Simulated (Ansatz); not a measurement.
SrFeO3: energy above lowest point against volume scale

Results calculated with Ansatz 0.2.0, not measured. Free energy against uniform scaling of the volume at fixed shape and fractions; periodic cell, basis, potentials, k mesh and filling as listed.

The cell before it is scaled or strained (space group Pm-3m, No. 221):
```
cell vectors (Å)
   3.8415     0.0000     0.0000
   0.0000     3.8415     0.0000
   0.0000     0.0000     3.8415
atoms (fractions of the cell vectors)
Sr  0.00000  0.00000  0.00000
Fe  0.50000  0.50000  0.50000
O   0.00000  0.50000  0.50000
O   0.50000  0.00000  0.50000
O   0.50000  0.50000  0.00000
```

Settings of every row: functional PBEsol; dispersion none; potentials PAW; wave cutoff 500 eV; density cutoff 2000 eV; k mesh 6x6x6; k shift 0x0x0; occupations fermi dirac; smearing width 0.1 eV; spin collinear.

Limits: coarse k mesh, up to 40 meV an atom off; the cell comes from a prototype or a list of computed structures and needn't be the stable phase; with one magnetic atom in the cell only parallel moments are possible.

| row | volume scale | V (Å³/atom) | energy above lowest point (meV/atom) |
| --- | --- | --- | --- |
| 1 | 0.9406 | 10.664 | 0 |
| 2 | 0.9703 | 11.001 | 1.8 |
| 3 | 1 | 11.338 | 12.8 |
| 4 | 1.0297 | 11.675 | ? |
| 5 | 1.0594 | 12.011 | 57.1 |

Question: what energy above lowest point should row 4 give?

Worked fit of energy above lowest point. Take u = (V_r/V)^(2/3) − 1 with V_r = 11.169 Å³ an atom, which is twice the finite (Eulerian) strain; such expansions in the strain, on which the Birch-Murnaghan equation of state is built, carry the rest volume and the bulk modulus. The shown rows have u = 0.03133, 0.01016, -0.00996, -0.0473. Least squares give energy above lowest point = 6.23 − 548.2 × u + 11150 × u² meV/atom; a straight line predicts inner rows, each left out in turn, worse (root mean square 11 against 0.017 meV/atom). All shown rows lie on it to the printed digit. Its lowest point lies at u = 0.0246, or V = 10.77 Å³ an atom, and the curvature there gives the bulk modulus at fixed shape and fractions, B = (4/9)(1 + u)² E″(u)/V = 155 GPa. The withheld row has u = -0.02911, so the fit gives 6.23 − 548.2 × (-0.02911) + 11150 × (-0.02911)² = 31.6 meV/atom.

The calculation gave 31.7 meV/atom. The fit lies 0.1 meV/atom (0.18 % of the column's range) below it, one unit of the last digit.
